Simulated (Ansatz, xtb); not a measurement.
# C4H5FOSi: which of two isomers lies lower

We compare I, `O=C1C=C([SiH2]F)C1`, a singlet, with II, `CC1=C[Si@H](F)C1=O`, a singlet. Both are isolated molecules in the gas phase, relaxed with B3LYP/def2-SVP, each in the lowest conformer that the search found.

Quicker runs give these differences E(II) − E(I): GFN2-xTB +0.332 eV; HF/STO-3G −0.327 eV (at GFN2-xTB geometries); r2SCAN-D4/def2-SVP −0.558 eV (at GFN2-xTB geometries).

Task: Estimate which is lower in electronic energy at CCSD(T)/def2-SVP + ΔMP2/def2-TZVPP, and by roughly how much.

Result: The CCSD(T)/def2-SVP + ΔMP2/def2-TZVPP calculation puts structure II lower, by 0.506 eV.

The same difference at several levels:

```json
{"level": "GFN2-xTB", "geometry": "GFN2-xTB", "E(II) − E(I) (eV)": "+0.332", "departure from the last row (eV)": "+0.838", "job, with rough time for the two": "optimisation, 0.32 s"}
{"level": "HF/STO-3G", "geometry": "GFN2-xTB", "E(II) − E(I) (eV)": "−0.327", "departure from the last row (eV)": "+0.179", "job, with rough time for the two": "single point, 1.1 s"}
{"level": "r2SCAN-D4/def2-SVP", "geometry": "GFN2-xTB", "E(II) − E(I) (eV)": "−0.558", "departure from the last row (eV)": "−0.051", "job, with rough time for the two": "single point, 5.8 s"}
{"level": "B3LYP/def2-SVP", "geometry": "B3LYP/def2-SVP", "E(II) − E(I) (eV)": "−0.501", "departure from the last row (eV)": "+0.005", "job, with rough time for the two": "optimisation, 1.8 min"}
{"level": "HF/def2-SVP", "geometry": "B3LYP/def2-SVP", "E(II) − E(I) (eV)": "−0.392", "departure from the last row (eV)": "+0.114", "job, with rough time for the two": "part of the CCSD(T) run"}
{"level": "MP2/def2-SVP", "geometry": "B3LYP/def2-SVP", "E(II) − E(I) (eV)": "−0.472", "departure from the last row (eV)": "+0.034", "job, with rough time for the two": "part of the CCSD(T) run"}
{"level": "CCSD(T)/def2-SVP", "geometry": "B3LYP/def2-SVP", "E(II) − E(I) (eV)": "−0.449", "departure from the last row (eV)": "+0.057", "job, with rough time for the two": "single point"}
{"level": "CCSD(T)/def2-SVP + ΔMP2/def2-TZVPP", "geometry": "B3LYP/def2-SVP", "E(II) − E(I) (eV)": "−0.506", "departure from the last row (eV)": "", "job, with rough time for the two": "single point, 93 s"}
```

As drawn, II has 1 C–Si, 1 C–H in place of 1 C–C, 1 Si–H.

GFN2-xTB puts the two in the other order. The largest departure from CCSD(T)/def2-SVP + ΔMP2/def2-TZVPP is that of GFN2-xTB, 0.838 eV. The last row adds to CCSD(T) the change of the MP2 difference between the two basis sets, here −0.057 eV.

With thermal terms from frequencies at re-optimised GFN2-xTB minima (ideal gas, soft modes damped towards free rotors, one conformer each, 298.15 K, 1 atm): the zero-point term adds +0.057 eV; ΔH is −0.442 and ΔG −0.451 eV.

The correlated steps freeze 11 core orbitals. Mirror images aren't counted in ΔG. Codes used: Ansatz 0.2.0, xtb 6.7.1; the last row on 2 threads of Intel(R) Xeon(R) Processor @ 2.70GHz on a shared host.

Isomer II is clearly favoured, and Hartree–Fock already recovers most of the preference, so it stems mainly from bonding and strain rather than from a subtle correlation effect. Both molecules keep a conjugated enone, a Si–F bond and a four-membered ring. What changes is that II trades a Si–H bond for a stronger C–H bond and places silicon inside the ring, where its longer bonds and tolerance of narrow angles probably relieve some of the strain of the all-carbon cyclobutenone. The energies don't separate these two contributions.

The reversed order from GFN2-xTB probably reflects its parametrised balance of silicon and carbon bonding in strained rings. Its geometries are not the main culprit, since HF and r2SCAN-D4 restore the order on the same structures. The zero-point term slightly offsets the preference, as expected when a soft Si–H stretch gives way to a stiffer C–H one, but II remains lower in free energy. This ordering says nothing about the kinetic persistence of the strained cyclic acylsilane.
